**W(110) slab: the surface share is high because the interior is poor**

Just below the Fermi level, the two surface planes of this five-layer tungsten slab hold almost two thirds of the electronic states. The main reason is a contrast between interior and surface. The interior has a deep valley in its density of states at these energies, while the surface atoms keep a density close to the one they have well above the valley. The two faces differ because their states are spread differently in energy, and over a wider range they hold nearly the same amount.

Five-layer W(110) slab, calculated with Ansatz 0.2.0 using scalar-relativistic PBEsol density functional theory (plane waves, PAW) without spin polarization. The cutoff is 420 eV, the k mesh 27 × 27 × 1 and the Gaussian smearing 0.1 eV. The energy window runs from −0.25 to 0 eV relative to the Fermi level, and every state in it is counted as full.

| row | plane share | plane formula | plane height (Å) |
| --- | --- | --- | --- |
| 1 | 0.367 | W | -8.792 |
| 2 | 0.135 | W | -6.533 |
| 3 | 0.115 | W | -4.327 |
| 4 | 0.113 | W | -2.109 |
| 5 | 0.270 | W | 0.000 |

The rows count the atomic planes from the bottom up, with one tungsten atom per cell in each. The plane share is the fraction of the states in the energy window that sits on a plane, and the plane height is measured from the top atom. Rows 1 and 5 are both surfaces: the bottom one is held at the bulk spacing, and the top one has relaxed inward.

**A share is a ratio**

Two limits show what a share can mean. If all five atoms had the same density of states, each plane would hold 0.20. If the three inner planes had no states at all in the window, the two surfaces would divide everything and hold 0.50 each. A high surface share can therefore come from a rich surface or from an empty interior, and the share alone does not tell which.

The number of states in the window separates the two cases. The slab has 0.796 states per cell in a window 0.25 eV wide, so the bottom plane has 0.367 × 0.796 / 0.25 ≈ 1.17 states per eV on its atom. The same conversion was made for every plane in eight neighbouring windows of the same calculation. The results are printed after this text.

They show two very different curves. The inner planes have about one state per eV and atom at both ends of the range, but on average less than 0.4 in each window of the last electronvolt below the Fermi level. The outer planes have no such valley. From 1 eV below the Fermi level upward their mean stays between about 1.0 and 1.3, and only in the deepest window does it rise clearly higher, to about 1.6.

**Why the interior has a valley and the surface does not**

The valley is a feature of body-centred cubic transition metals. The d orbitals of neighbouring atoms combine into a bonding group at low energy and an antibonding group at high energy, with few states between them. Tungsten has enough electrons to fill roughly the bonding group, so its Fermi level lies in or near the gap-like region between the two.

The surface can be placed between two limits. An atom with all its neighbours has its d states pushed apart into the two groups. An atom with no neighbours has nothing to push them apart, and its d levels stay together at intermediate energy. A surface atom of this slab has six of its eight nearest neighbours, so those of its orbitals that have lost partners are split less and partly fill the valley.

Theory also explains why these states stay near the face. A state moves into the crystal by mixing with interior states of the same energy and the same momentum along the surface. In the valley there are few of these. Where there are none, the state must die away inward and is a surface state; where there are some of matching symmetry, it leaks and is called a resonance.

The table agrees with such a confinement. Already one plane below either face, the share has dropped to 0.135 or less, close to the value in the middle of the slab. This is a sum over many states, so it does not give the decay length of any single one. In a slab this thin, the middle plane is also only a stand-in for bulk tungsten, because long tails from both faces can meet there.

**The model and one estimate**

Let g_s be the mean density of states on an outer atom and g_i that on an inner atom. With two outer and three inner planes, the mean share of an outer plane is

share = g_s / (2 g_s + 3 g_i).

This is only book-keeping, but it allows one density to be changed at a time. Suppose the valley were absent, and the inner atoms had the density of the highest window, 1 to 1.5 eV above the Fermi level, which is 0.977. With the outer density left at its actual value of 1.014,

share = 1.014 / (2 × 1.014 + 3 × 0.977) ≈ 0.20.

The surface excess is gone, although the surface itself was not touched. The opposite exchange, with the outer density taken from the highest window and the valley kept, gives 0.33, against an actual mean of 0.32. The interior valley thus accounts for nearly the whole difference between these two windows. It can do so only because the surface does not share it: if the outer atoms had the same valley, every plane would again hold 0.20.

The loss of neighbours also has a simpler effect, which would exist without any valley. In the usual estimate the width of a d band grows as the square root of the number of neighbours. A surface atom then packs the same number of states into a narrower band, and its density rises by √(8/6), or about 15 %. That alone would give a share of 0.22, far below the calculated mean. What matters here is where in the band the window lies.

**How far a constant surface density carries**

The picture can be made into a rule for other windows of this slab: keep the outer density at its value in the highest window, 1.107, and let only the interior change. The highest window supplies this constant and is therefore no test of the rule. Between 0.25 and 0.5 eV above the Fermi level, where the valley is already filling, the rule gives 0.25 for the mean outer share, and the calculation gives 0.27.

The rule does worse in the deepest window, from 2 to 1 eV below the Fermi level. It gives 0.22 there, while the calculated mean is 0.26. At those energies the surface is rich in its own right, and a constant surface density is no longer a fair description. The rule belongs to the valley and its upper side.

**Why the two faces differ**

In the window of the table the bottom plane holds clearly more than the top one, 0.367 against 0.270. One window lower, from 0.5 to 0.25 eV below the Fermi level, the order is reversed. Over the whole last electronvolt below the Fermi level the shares are 0.334 and 0.329, which is nearly a tie. The bottom face is therefore not richer in general; its states lie at somewhat different energies.

The cause must lie in the unequal relaxation. If both faces were relaxed alike, the slab would be its own mirror image about the middle plane, and the two shares would be equal. Here the spacing under the top plane is 6.6 % shorter than the one above the held bottom plane. The two spacings in between are shorter too, by about 2 %, so part of this contraction belongs to the whole free part of the slab and not to its surface alone. Closer atoms overlap more strongly, which could pull some occupied surface states of the top face out of this window and into the one below. The direction fits, but no single state was followed as the face relaxed, so this mechanism remains a guess.

The size of the difference should also be read with care. The window has sharp edges, and a small shift can carry a level across one of them. The energies are Kohn-Sham levels of density functional theory, which are not exact energies for removing an electron. Spin-orbit coupling, which is left out here, can move the d states of tungsten by a few tenths of an electronvolt, roughly the width of the window. The valley in the interior is much wider than that, so the general surface excess rests on firmer ground than the order of the two faces.

For practical use, this means that a narrow window is a poor way to rank two faces. Before one face is called richer in general, the window should be widened to see whether the order holds. Here the difference almost vanishes. The question left open is which states lie at different energies on the two faces, and by how much.

Output of the analysis:

```
States per eV and atom by plane and energy window in eV:
  row  -2 to -1  -1 to -0.5  -0.5 to -0.25  -0.25 to 0  0 to 0.25  0.25 to 0.5  0.5 to 1  1 to 1.5
    1     1.601        1.12          1.023       1.168      1.165        1.273     1.015     1.095
    2    0.9444      0.3618         0.3775      0.4296     0.5582       0.7392    0.6974     1.014
    3       1.1      0.3407         0.4238       0.366     0.5027       0.7749    0.6696    0.9846
    4    0.8484      0.3692          0.365      0.3596     0.4926       0.6939    0.6097    0.9331
    5     1.544       1.155          1.191      0.8593      1.166        1.282    0.9751     1.119
Outer planes mean, -2 to -1 eV [states/eV/atom]: 1.573
Outer planes mean, -1 to -0.5 eV [states/eV/atom]: 1.138
Outer planes mean, -0.5 to -0.25 eV [states/eV/atom]: 1.107
Outer planes mean, -0.25 to 0 eV [states/eV/atom]: 1.014
Outer planes mean, 0 to 0.25 eV [states/eV/atom]: 1.166
Outer planes mean, 0.25 to 0.5 eV [states/eV/atom]: 1.277
Outer planes mean, 0.5 to 1 eV [states/eV/atom]: 0.9949
Outer planes mean, 1 to 1.5 eV [states/eV/atom]: 1.107
Inner planes mean, -2 to -1 eV [states/eV/atom]: 0.9643
Inner planes mean, -1 to -0.5 eV [states/eV/atom]: 0.3572
Inner planes mean, -0.5 to -0.25 eV [states/eV/atom]: 0.3888
Inner planes mean, -0.25 to 0 eV [states/eV/atom]: 0.3851
Inner planes mean, 0 to 0.25 eV [states/eV/atom]: 0.5178
Inner planes mean, 0.25 to 0.5 eV [states/eV/atom]: 0.736
Inner planes mean, 0.5 to 1 eV [states/eV/atom]: 0.6589
Inner planes mean, 1 to 1.5 eV [states/eV/atom]: 0.9774
Mean share of an outer plane in the table's window: 0.3185
Outer over inner density, table's window: 2.632
Outer over inner density, 1 to 1.5 eV: 1.133
Outer-plane share from band narrowing alone (6 of 8 neighbours): 0.2175
Outer-plane share if the inner density were that of 1 to 1.5 eV: 0.2044
Outer-plane share if the outer density were that of 1 to 1.5 eV: 0.3286
Bottom less top plane, -0.5 to -0.25 eV [states per cell]: -0.04191
Bottom less top plane, -0.25 to 0 eV [states per cell]: 0.07717
Bottom plane share over -1 to 0 eV: 0.3342
Top plane share over -1 to 0 eV: 0.3289
Top spacing against the held bottom spacing [percent]: -6.64
```
